**Eigenvalue gap and term splitting in the second ionisation energies of the 3d elements**

The table holds M⁺ → M²⁺ ionisation energies for Sc⁺ to Zn⁺ from spherical, spin-polarised, scalar-relativistic PBE Kohn-Sham atoms (radks), with the highest eigenvalue, its mean radius and the NIST values. The program compares the gap IE + ε with half the self-repulsion of a frozen Slater orbital, 0.452/⟨r⟩ hartree, and compares the error of the energy difference with the lowering 4.5B of an F ground term below the highest-spin average, which a spherical density cannot describe. The gap is 0.79–0.82 of the frozen value for 4s and 0.61–0.74 for 3d, and −ε moves the wrong way at all four changes of shell. The term count singles out V⁺ and Ni⁺, the two largest errors, and fits the five 3d errors to 0.047 eV rms, against 0.24 eV for an error tied to orbital size and 0.29 eV for a constant relative error. A common overshoot of about 0.8 eV for 3d removal, and of 0.35 to 0.77 eV for 4s removal, is left unexplained by either model.

Singly charged 3d ions, Sc⁺ to Zn⁺, computed as spherical all-electron atoms with the radks radial solver and Libxc 1, using spin-polarised, scalar-relativistic Kohn-Sham theory with the PBE functional and a Fermi nucleus. Configurations are NIST's ground configurations, with open shells filled at highest spin. Ionisation energies are differences of total energies.

## Script

```python
# Table: M+ -> M2+ ionisation energies of 3d ions (radks, spherical spin-polarised scalar-relativistic PBE), -eps, <r>, NIST.
# Tested: (1) gap IE+eps against half the self-repulsion ~ 1/<r>; (2) error against the missing F-term lowering 4.5 B.
T = {
    'ion': ['Sc+', 'Ti+', 'V+', 'Cr+', 'Mn+', 'Fe+', 'Co+', 'Ni+', 'Cu+', 'Zn+'],
    'Z': [21, 22, 23, 24, 25, 26, 27, 28, 29, 30],
    'N': [20, 21, 22, 23, 24, 25, 26, 27, 28, 29],
    'configuration': ['[Ar] 3d1 4s1', '[Ar] 3d2 4s1', '[Ar] 3d4', '[Ar] 3d5', '[Ar] 3d5 4s1', '[Ar] 3d6 4s1', '[Ar] 3d8', '[Ar] 3d9', '[Ar] 3d10', '[Ar] 3d10 4s1'],
    'removed': ['4s', '4s', '3d', '3d', '4s', '4s', '3d', '3d', '3d', '4s'],
    'ionisation_energy': [13.1508, 14.0682, 15.8108, 17.2545, 16.2987, 16.8618, 17.9762, 19.5588, 21.0704, 18.7345],  # eV
    'minus_highest_eigenvalue': [10.234, 10.94, 9.862, 10.926, 12.617, 13.07, 11.246, 12.478, 13.659, 14.521],  # eV
    'highest_level_mean_radius': [3.32, 3.1313, 1.5188, 1.3831, 2.7444, 2.6564, 1.168, 1.0845, 1.0148, 2.3888],  # bohr
    'highest_level': ['4s up', '4s up', '3d up', '3d up', '4s up', '4s up', '3d down', '3d down', '3d', '4s up'],
    'nist': [12.79977, 13.5755, 14.634, 16.486305, 15.63999, 16.19921, 17.0844, 18.168838, 20.29239, 17.96439],  # eV
    'nist_unc': [0.00025, 0.0025, 0.007, 1.5e-05, 7e-05, 5e-05, 0.0012, 2.5e-05, 6e-05, 0.00025],  # eV
    'error': [0.351, 0.493, 1.18, 0.768, 0.659, 0.663, 0.892, 1.39, 0.778, 0.77],  # eV
    'eig_over_ie': [0.778, 0.778, 0.624, 0.633, 0.774, 0.775, 0.626, 0.638, 0.648, 0.775],
}
import re
import numpy as np
from math import comb
from scipy.constants import physical_constants as pc
Ha = pc['Hartree energy in eV'][0]
cm = pc['electron volt-inverse meter relationship'][0] / 100
ion = T['ion']; ix = {s: i for i, s in enumerate(ion)}
A = lambda key: np.array(T[key], float)
IE, ep, r, ni, Z = A('ionisation_energy'), A('minus_highest_eigenvalue'), A('highest_level_mean_radius'), A('nist'), A('Z')
d = np.array([x == '3d' for x in T['removed']]); s = ~d
n0 = np.array([int(re.search(r'3d(\d+)', c).group(1)) for c in T['configuration']]); n1 = n0 - d
FP = [2, 3, 7, 8]  # d counts whose highest spin holds an F and a P term
k = np.isin(n1, FP).astype(int) - np.isin(n0, FP).astype(int)
err, gap = IE - ni, IE - ep
half = lambda n: (1 - comb(4*n, 2*n) / 2**(4*n)) / n * (2*n + 1) / 4  # F0*<r>/2 of a nodeless Slater orbital
h = np.where(d, half(3), half(4)); gr = gap * r / Ha
rms = lambda x: np.sqrt(np.mean(x**2))
fmt = lambda x: ' '.join(f'{v:+.3f}' for v in x)
print(f'rounding: IE 0.00005 eV, eps 0.0005 eV; largest NIST uncertainty {max(T["nist_unc"]):.3f} eV')
print('ion shell d in>out k | IE-NIST eV, % | -eps-NIST eV | gap=IE+eps eV | gap*r Ha bohr | gap/(F0/2)')
for i, x in enumerate(ion):
    print(f'{x} {T["removed"][i]} {n0[i]}>{n1[i]} {k[i]} | {err[i]:+.3f} {100*err[i]/ni[i]:.1f} | {ep[i]-ni[i]:+.2f} | {gap[i]:.3f} | {gr[i]:.3f} | {gr[i]/h[i]:.2f}')
print(f'mean error eV: IE all {err.mean():.2f}, 4s {err[s].mean():.2f}, 3d {err[d].mean():.2f}; -eps 4s {(ep-ni)[s].mean():.2f}, 3d {(ep-ni)[d].mean():.2f}')
print('step to next ion, eV: NIST, computed IE, -eps')
wrong = []
for i in range(len(ion) - 1):
    a, b, c = ni[i+1]-ni[i], IE[i+1]-IE[i], ep[i+1]-ep[i]
    wrong.append(a * c < 0)
    print(f'{ion[i]}>{ion[i+1]} {a:+.3f} {b:+.3f} {c:+.3f}' + (' shell changes' if d[i] != d[i+1] else '') + (', -eps wrong sign' if wrong[-1] else ''))
i, j = ix['Cr+'], ix['Co+']
print(f'Cr+ to Co+ (spin up to down), eV: NIST {ni[j]-ni[i]:+.3f}, IE {IE[j]-IE[i]:+.3f}, -eps {ep[j]-ep[i]:+.3f}')
print(f'frozen Slater orbital F0*<r>/2: n=3 {half(3):.3f}, n=4 {half(4):.3f} Ha bohr')
c1 = np.sum(gap / r) / np.sum(1 / r**2); res = gap - c1 / r
print(f'gap=c/r, all rows: c {c1/Ha:.3f} Ha bohr, rms {rms(res):.2f} eV, worst {ion[np.argmax(abs(res))]} {res[np.argmax(abs(res))]:+.2f} eV')
p = {}
for nm, m in (('4s', s), ('3d', d)):
    q = np.polyfit(np.log(r[m]), np.log(gap[m]), 1); p[nm] = -q[0]
    w = np.max(abs(np.exp(np.polyval(q, np.log(r[m]))) / gap[m] - 1)); z = IE[m] * r[m] / Ha
    print(f'{nm}: gap ~ r^-{p[nm]:.2f}, worst {100*w:.1f} %; -eps/IE {min((ep/IE)[m]):.3f}-{max((ep/IE)[m]):.3f}; IE*r {z.min():.2f}-{z.max():.2f} Ha bohr')
print('error models on 3d rows, residuals eV for ' + ' '.join(np.array(ion)[d]))
for nm, X in (('b + c*k/r', np.c_[np.ones(d.sum()), (k/r)[d]]), ('b + c/r', np.c_[np.ones(d.sum()), 1/r[d]]), ('f*NIST', ni[d][:, None])):
    co = np.linalg.lstsq(X, err[d], rcond=None)[0]; rs = err[d] - X @ co
    print(f'{nm}: parameters {fmt(co)}; residuals {fmt(rs)}; rms {rms(rs):.3f}')
Brec = {'V+': 760, 'Ni+': 1100}  # rough recalled Racah B of V2+ and Ni2+, 1/cm
ex = {}
for a, b in (('V+', 'Cr+'), ('Ni+', 'Cu+')):
    ex[a] = err[ix[a]] - err[ix[b]]
    print(f'{a} error less {b} error {ex[a]:.3f} eV, implied B {ex[a]/4.5*cm:.0f} 1/cm; rough recalled B {Brec[a]} gives {4.5*Brec[a]/cm:.2f} eV')
print(f'ratio of excess Ni+/V+ {ex["Ni+"]/ex["V+"]:.2f}; ratio of radii V+/Ni+ {r[ix["V+"]]/r[ix["Ni+"]]:.2f}')
print(f'Co+ error less mean of Cr+ and Cu+: {err[ix["Co+"]] - (err[ix["Cr+"]] + err[ix["Cu+"]])/2:.3f} eV')
sd = lambda y: y[ix['Co+']] - 2*y[ix['Ni+']] + y[ix['Cu+']]
print(f'second difference Co,Ni,Cu eV: NIST {sd(ni):+.3f}, IE {sd(IE):+.3f}; their difference/9 gives B {(sd(ni)-sd(IE))/9*cm:.0f} 1/cm')
q = np.polyfit(Z[s], err[s], 1)
print(f'4s error against Z: slope {q[0]:.3f} eV per unit Z; residuals {fmt(err[s] - np.polyval(q, Z[s]))}')
assert np.all(err > 0) and np.all(ep < ni)
assert set(np.argsort(err)[-2:]) == set(np.where(k == 1)[0])
assert list(wrong) == list(d[1:] != d[:-1])
assert 0.8 < p['4s'] < 1.3 and np.all(gr < h)
```

Running it gives:

```
rounding: IE 0.00005 eV, eps 0.0005 eV; largest NIST uncertainty 0.007 eV
ion shell d in>out k | IE-NIST eV, % | -eps-NIST eV | gap=IE+eps eV | gap*r Ha bohr | gap/(F0/2)
Sc+ 4s 1>1 0 | +0.351 2.7 | -2.57 | 2.917 | 0.356 | 0.79
Ti+ 4s 2>2 0 | +0.493 3.6 | -2.64 | 3.128 | 0.360 | 0.80
V+ 3d 4>3 1 | +1.177 8.0 | -4.77 | 5.949 | 0.332 | 0.74
Cr+ 3d 5>4 0 | +0.768 4.7 | -5.56 | 6.329 | 0.322 | 0.71
Mn+ 4s 5>5 0 | +0.659 4.2 | -3.02 | 3.682 | 0.371 | 0.82
Fe+ 4s 6>6 0 | +0.663 4.1 | -3.13 | 3.792 | 0.370 | 0.82
Co+ 3d 8>7 0 | +0.892 5.2 | -5.84 | 6.730 | 0.289 | 0.64
Ni+ 3d 9>8 1 | +1.390 7.7 | -5.69 | 7.081 | 0.282 | 0.62
Cu+ 3d 10>9 0 | +0.778 3.8 | -6.63 | 7.411 | 0.276 | 0.61
Zn+ 4s 10>10 0 | +0.770 4.3 | -3.44 | 4.213 | 0.370 | 0.82
mean error eV: IE all 0.79, 4s 0.59, 3d 1.00; -eps 4s -2.96, 3d -5.70
step to next ion, eV: NIST, computed IE, -eps
Sc+>Ti+ +0.776 +0.917 +0.706
Ti+>V+ +1.059 +1.743 -1.078 shell changes, -eps wrong sign
V+>Cr+ +1.852 +1.444 +1.064
Cr+>Mn+ -0.846 -0.956 +1.691 shell changes, -eps wrong sign
Mn+>Fe+ +0.559 +0.563 +0.453
Fe+>Co+ +0.885 +1.114 -1.824 shell changes, -eps wrong sign
Co+>Ni+ +1.084 +1.583 +1.232
Ni+>Cu+ +2.124 +1.512 +1.181
Cu+>Zn+ -2.328 -2.336 +0.862 shell changes, -eps wrong sign
Cr+ to Co+ (spin up to down), eV: NIST +0.598, IE +0.722, -eps +0.320
frozen Slater orbital F0*<r>/2: n=3 0.452, n=4 0.452 Ha bohr
gap=c/r, all rows: c 0.305 Ha bohr, rms 0.57 eV, worst Cu+ -0.77 eV
4s: gap ~ r^-1.13, worst 1.2 %; -eps/IE 0.774-0.778; IE*r 1.60-1.65 Ha bohr
3d: gap ~ r^-0.52, worst 1.5 %; -eps/IE 0.624-0.648; IE*r 0.77-0.88 Ha bohr
error models on 3d rows, residuals eV for V+ Cr+ Co+ Ni+ Cu+
b + c*k/r: parameters +0.810 +0.605; residuals -0.031 -0.041 +0.082 +0.022 -0.032; rms 0.047
b + c/r: parameters +1.079 -0.094; residuals +0.160 -0.243 -0.107 +0.398 -0.208; rms 0.244
f*NIST: parameters +0.057; residuals +0.347 -0.167 -0.077 +0.360 -0.373; rms 0.291
V+ error less Cr+ error 0.409 eV, implied B 732 1/cm; rough recalled B 760 gives 0.42 eV
Ni+ error less Cu+ error 0.612 eV, implied B 1097 1/cm; rough recalled B 1100 gives 0.61 eV
ratio of excess Ni+/V+ 1.50; ratio of radii V+/Ni+ 1.40
Co+ error less mean of Cr+ and Cu+: 0.119 eV
second difference Co,Ni,Cu eV: NIST +1.039, IE -0.071; their difference/9 gives B 995 1/cm
4s error against Z: slope 0.044 eV per unit Z; residuals -0.070 +0.028 +0.063 +0.023 -0.044
```
